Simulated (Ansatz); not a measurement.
# Al3GaN4: a vibration from a frozen displacement

The calculation used Ansatz 0.2.0, DFT PBEsol, scalar-relativistic, plane waves, PAW. Settings: plane waves to 420 eV, k-mesh 6×8×4 (Γ-centred), Gaussian smearing 0.05 eV. No spin polarisation. Energies are free energies at this smearing, counted from the undisturbed cell; pressure is positive in compression.

Reference structure (relaxed at this level; it needn't be the usual structure):

```
CELL_PARAMETERS angstrom
5.04341 0.00000 0.00011
0.00000 3.13007 0.00000
-0.00324 0.00000 5.41799
ATOMIC_POSITIONS crystal
Al 0.50023 0.50000 0.16733
Al 0.00092 0.50000 0.83481
Al 0.00109 0.00000 0.33169
Ga 0.49942 0.00000 0.66620
N 0.11117 0.00000 0.66633
N 0.12245 0.50000 0.16716
N 0.62512 0.50000 0.84019
N 0.62319 0.00000 0.32629
```

Every Ga atom is moved by x along the Cartesian unit vector (0.707, -0.707, 0.000); the cell and all other atoms stay fixed. The cell's volume is 85.53 Å³; the moved atoms weigh 69.723 u together and the others 136.973 u.

```
  x (Å)  ΔE (meV/cell) total force on the moved atoms along the move (eV/Å) pressure (GPa)
-0.3000         694.36                                                4.6047          2.5490
-0.2250         391.90                                                3.4615          1.4548
-0.1500         175.08                                                2.3201          0.6554
-0.0750          44.07                                                1.1709          0.1712
 0.0000           0.00                                               -0.0011          0.0237
 0.0750          45.31                                               -1.2164          0.2356
 0.1500         184.16                                               -2.5003          0.8312
 0.2250         422.77                                               -3.8814          1.8366
 0.2625         582.03                                               -4.6180          2.5016
 0.3000         769.58                                               -5.3906          3.2797
```

What frequency belongs to this motion?

The force constant is k = −dF/dx = 15.916 eV/Å², from the parabola through x = -0.0750, 0 and 0.0750. In every cell the moved atoms swing against the rest, so the mass is μ = m₁m₂/(m₁ + m₂) = 46.204 u, and ν̃ = 521.5 cm⁻¹ × √(|k|/μ) = 306 cm⁻¹. The pattern needn't be a normal mode: ν̃² is then a weighted mean of the squared nonzero frequencies at the zone centre of this cell, taken without macroscopic field, so it lies between the lowest and the highest of them.

How far does the harmonic law reach?

At x = -0.300 Å, kx²/2 = 716.20 meV against the computed 694.36 meV (-3.0 %): the well is still close to harmonic there.

The well is single and lopsided: pushing Ga along +x costs 769.58 meV at the far end, against 694.36 meV on the opposite side. The geometry offers a likely explanation. The positive move drives Ga mainly towards one of its N neighbours, at about 37° from the bond direction, where short-range repulsion rises steeply, while the negative move spreads the compression over two bonds met more obliquely, at about 45° and 70°. The near-harmonic energy at -0.3000 Å is therefore partly a cancellation, with odd terms softening that side and even terms stiffening both; the positive side is clearly harder than harmonic.

Pressure rises for either sign of displacement, which suggests that this motion stiffens under compression and would favour expansion of the lattice.

The 306 cm⁻¹ describes Ga moving against a rigid Al–N remainder, not the N-against-cation motion of the high optical modes in nitrides. Nor can it be a single nondegenerate mode: all atoms lie on mirror planes normal to the second axis, and the chosen direction mixes mirror-even with mirror-odd motion.
